## More functions, better binding?

A larger basis set gives the electrons more freedom, so the computed binding of a molecule should improve step by step as functions are added. For ClF₃ this naive picture fails in the middle of the series.

Ansatz 0.2.0, nonrelativistic RCCSD (coupled cluster with single and double excitations from a restricted Hartree-Fock determinant) for neutral singlet ClF₃, at the fixed MP2(full)/6-31G\* geometry in every basis set. The core electrons (1s on F; 1s, 2s and 2p on Cl) are not correlated.

```tsv
basis	functions	atomization energy less its quadruple-zeta value (kJ/mol)
STO-3G	24	-779.6
6-31G	40	-466.7
6-31Gstar	64	-92.0
cc-pV(D+d)Z	65	-173.1
cc-pV(T+d)Z	129	-41.6
cc-pV(Q+d)Z	229	0.0
```

The last column is the atomization energy counted from its quadruple-zeta value of 431.6 kJ/mol. A negative entry means that the basis set binds the molecule too weakly compared with that set. The set 6-31G\*, printed as 6-31Gstar, has 64 functions and falls short by 92 kJ/mol. The double-zeta set cc-pV(D+d)Z has one function more, yet its shortfall is nearly twice as large.

Two questions follow. Why do the d functions of 6-31G\* improve the binding so much over 6-31G? And why does the double-zeta set, which also has d functions, seem to lose part of that improvement?

## Binding is a difference of two errors

The atomization energy is the energy of the free atoms less the energy of the molecule. Each basis set places both too high. Let $e_\text{atoms}$ and $e_\text{mol}$ be the heights of the atoms and of the molecule above their own quadruple-zeta energies. The last column of the table, called $\Delta$ here, is then

$$\Delta = e_\text{atoms} - e_\text{mol}.$$

Two limiting cases show what this means. If the atoms were exact and only the molecule suffered, the whole error of the molecule would appear as lost binding. If both suffered equally, the binding would be right however poor the two energies were. A good atomization energy is therefore no proof of a good description of the molecule.

The coupled-cluster energies of the molecule in the same runs give $e_\text{mol}$, and the equation then gives $e_\text{atoms}$. In 6-31G the molecule lies 2600 kJ/mol too high and the atoms 2133 kJ/mol. The difference, 467 kJ/mol, is the binding that this set fails to deliver. It exceeds the whole quadruple-zeta binding.

## Why 6-31G fails

With 6-31G the atomization energy is $431.6 - 466.7 \approx -35$ kJ/mol. The molecule, held at a fixed shape from an MP2 calculation, lies above its separated atoms. STO-3G gives the same wrong sign. This failure can be recognised without any better calculation, because ClF₃ is a known, bound molecule.

The cause becomes clear from the limit of a single atom. The occupied orbitals of chlorine and fluorine are of s and p type, and the mean field around a free atom is nearly spherical. A d function has a different angular shape and hardly mixes with s and p in such a field. The open p shell of each atom makes the field slightly uneven, so some mixing remains, but at the Hartree-Fock level a free atom is expected to gain far less from d functions than a molecule does.

In the molecule the field around each nucleus is lopsided. Mixing some d into a p orbital makes one lobe larger than the other or bends it towards a neighbour, which is why such functions are called polarization functions. ClF₃ needs them badly: its chlorine atom is positively charged and has to share density with three strongly attracting fluorine atoms. The d functions let the density deform in the bonds; they don't stand for an extra valence shell of chlorine.

## The gain from d functions

The step from 6-31G to 6-31G\* is nearly a clean experiment, since it only adds a set of six Cartesian d functions to each of the four atoms. Five combinations of them have true d shape; the remaining one is round like an s function and can help a free atom a little. The Hartree-Fock energy of the molecule falls by 384 kJ/mol, and the binding grows by 375 kJ/mol. The two numbers are close, as they should be if the free atoms gain little in the mean field and the gains in correlation nearly cancel.

The d functions also help electrons to avoid each other, in the molecule and in the atoms alike. This correlation energy deepens by 648 kJ/mol in the molecule, while the total energy of the atoms falls by 658 kJ/mol. If nearly all of the atomic gain is correlation, as the argument above suggests, the two gains almost cancel. What remains as binding would then be mainly the deformation of the density in the mean field. This split is expected rather than computed, because the mean-field energies of the free atoms aren't listed here.

The division into mean field and correlation has a weakness in 6-31G. There the closed-shell Hartree-Fock determinant is unstable, and a solution with unpaired spins lies lower. Part of the fall at the Hartree-Fock level may therefore reflect a poor starting determinant. Yet a full treatment of the most strongly correlated electrons in a small set of orbitals changes the energy of the 6-31G molecule by only about 1 kJ/mol, so strong correlation is unlikely to be the main cause of the failed binding. Adding d functions, by contrast, removes four fifths of the shortfall. The STO-3G row shares the instability, and its run warns that the coupled-cluster equations may have other solutions. The same full treatment shifts its energy by about 7 kJ/mol, far less than its shortfall in binding.

## Same size, less binding

The second comparison, between 6-31G\* and the double-zeta set, can be split into atoms and molecule in the same way. On going to the double-zeta set, the energy of the molecule falls by 235.5 kJ/mol and that of the atoms by 316.6 kJ/mol. The change in binding is

$$235.5 - 316.6 = -81.1\ \text{kJ/mol}.$$

Both total energies fall, but that of the atoms falls more. This bookkeeping shows where the binding is lost, not why. The atoms may shed an error that had been hiding one of the molecule, or the new set may describe the bonds less well while gaining in the inner regions that atoms and molecule share.

The Hartree-Fock energies give an independent sign of which set comes closer to the total energy of the molecule. They obey the variational principle: at a fixed shape, the lower energy of the same kind of determinant lies closer to the Hartree-Fock limit. The double-zeta set lies lower by 105 kJ/mol. The smaller error in binding therefore belongs to the set with the poorer molecular energy. Much of the lower energy may come from the inner regions of the atoms, however, so it doesn't prove that the double-zeta set describes the bonds better.

The expected main reason for the uneven improvement lies with fluorine. There the d functions of the correlation-consistent set are chosen to recover correlation energy in the free atom, which calls for rather compact functions. Those of 6-31G\* are more spread out and suit the deformation of density in bonds. Chlorine is different: the "+d" in the name of the double-zeta set stands for an additional compact d function on this atom, which mainly serves the molecule. Compact d functions on fluorine should cost binding twice: they serve the free atoms better and polarize the bonds less well. On this view part of the advantage of 6-31G\* is real and only part is cancellation. The table doesn't separate these contributions.

A second effect may act in the same direction. In the molecule each atom can borrow functions from its neighbours to repair its own description, and a poor atomic set profits more from this. Such borrowing would strengthen the binding in 6-31G\* artificially. How much it contributes here is untested.

## A simple model and its reach

Within one family of sets, atoms and molecule are improved by the same recipe. The simplest assumption is that a fixed share $f$ of the molecule's error appears as lost binding:

$$\Delta \approx -f\,e_\text{mol}.$$

The limit $f=1$ means exact atoms, and $f=0$ means perfect cancellation. From double to triple zeta the molecule falls by 1012 kJ/mol and the binding grows by 131.5 kJ/mol, so $f = 131.5/1012 \approx 0.13$. About seven eighths of the improvement takes place in the atoms as well.

The step from triple to quadruple zeta was not used to find $f$ and can test it. The molecule falls by a further 320 kJ/mol, so the model predicts a gain of $0.13 \times 320 \approx 42$ kJ/mol. The computed gain is 41.6 kJ/mol. Such close agreement should be taken as largely luck. The mean-field and correlation parts aren't expected to pass the same share of their error on to the binding, and the Hartree-Fock part makes up more than a third of the first fall but little more than a quarter of the second.

Outside the family the model fails, and the direction of the failure is instructive. For 6-31G it predicts a shortfall of 338 kJ/mol, less than the computed 467 kJ/mol: without d functions, a larger share of the error belongs to the bonds, although most of it is still found in the atoms. For 6-31G\* it predicts 204 kJ/mol, far more than the computed 92 kJ/mol: here a smaller share of the molecule's error appears as lost binding than within the family.

STO-3G is the extreme case. Its molecule lies 27356 kJ/mol too high, of which all but 780 kJ/mol is also found in the free atoms. With one rigid function for each atomic orbital, most of the error arises inside the atoms and is carried unchanged into the molecule. A cancellation of 97 per cent sounds excellent, yet what is left destroys the binding. What matters is the remainder compared with the binding energy, not the percentage cancelled.

## How far the family is from its end

Quadruple zeta is the zero of the table, not the limit of a complete basis. The last step still added 41.6 kJ/mol, which is a tenth of the binding. Theory gives a rule for the remainder: the correlation error falls roughly as $1/X^3$, where $X$ is 2, 3 and 4 for double, triple and quadruple zeta. It comes from the sharp dip in the wave function where two electrons meet, which smooth functions reproduce slowly.

If the whole error in binding follows this rule, the part left after quadruple zeta is

$$41.6 \times \frac{1/64}{1/27-1/64} = 41.6 \times \frac{27}{37} \approx 30\ \text{kJ/mol}.$$

The same rule applied to the double- and triple-zeta rows puts the limit only 14 kJ/mol above the quadruple-zeta value. The rule is thus not obeyed across these three rows. It would make the step from double to triple zeta 4.1 times as large as the next one, but the computed ratio is only 3.2. The Hartree-Fock part of the binding, which converges faster than correlation, can't explain this: if it adds to the binding in both steps, it should push the ratio above 4.1. A likelier reason, not tested here, is that the rule describes the approach to the limit in large sets, and the double-zeta set is too small to follow it. The two larger sets are therefore the better guide, and they suggest a remainder of roughly 30 kJ/mol, which could err in either direction. A sharper figure is not justified, the less so as none of these sets has the diffuse functions that the negatively charged fluorine atoms are expected to favour.

## An error that no basis set removes

A series that settles down approaches the limit of its own level of theory, which need not be nature. Measured binding at room temperature is roughly 520 kJ/mol, a recalled figure, and thus about 90 kJ/mol above the quadruple-zeta result. Zero-point motion, temperature, spin-orbit coupling, the fixed MP2 shape and the core electrons left out of the correlation treatment blur this comparison, together perhaps by a few tens of kJ/mol. Zero-point motion and spin-orbit coupling both lower the measured binding, so allowing for them would widen the gap; the thermal part works the other way. The remainder of the basis set covers only part of the gap.

Theory points to triple excitations, in which three electrons change their orbitals together, as the main source of the rest. An approximate treatment lowers the quadruple-zeta molecule by 124 kJ/mol. The smaller lowering of the free atoms has to be subtracted, but the effect is large enough to matter. The smooth convergence of the last three rows gives no hint of it.

The usual warning sign of coupled cluster doesn't reveal the basis error either. The singles diagnostic, which measures how strongly the orbitals want to change, rounds to 0.016 or 0.017 in every row, whether the molecule is bound or not. It judges the starting determinant within a given basis, not the basis itself.
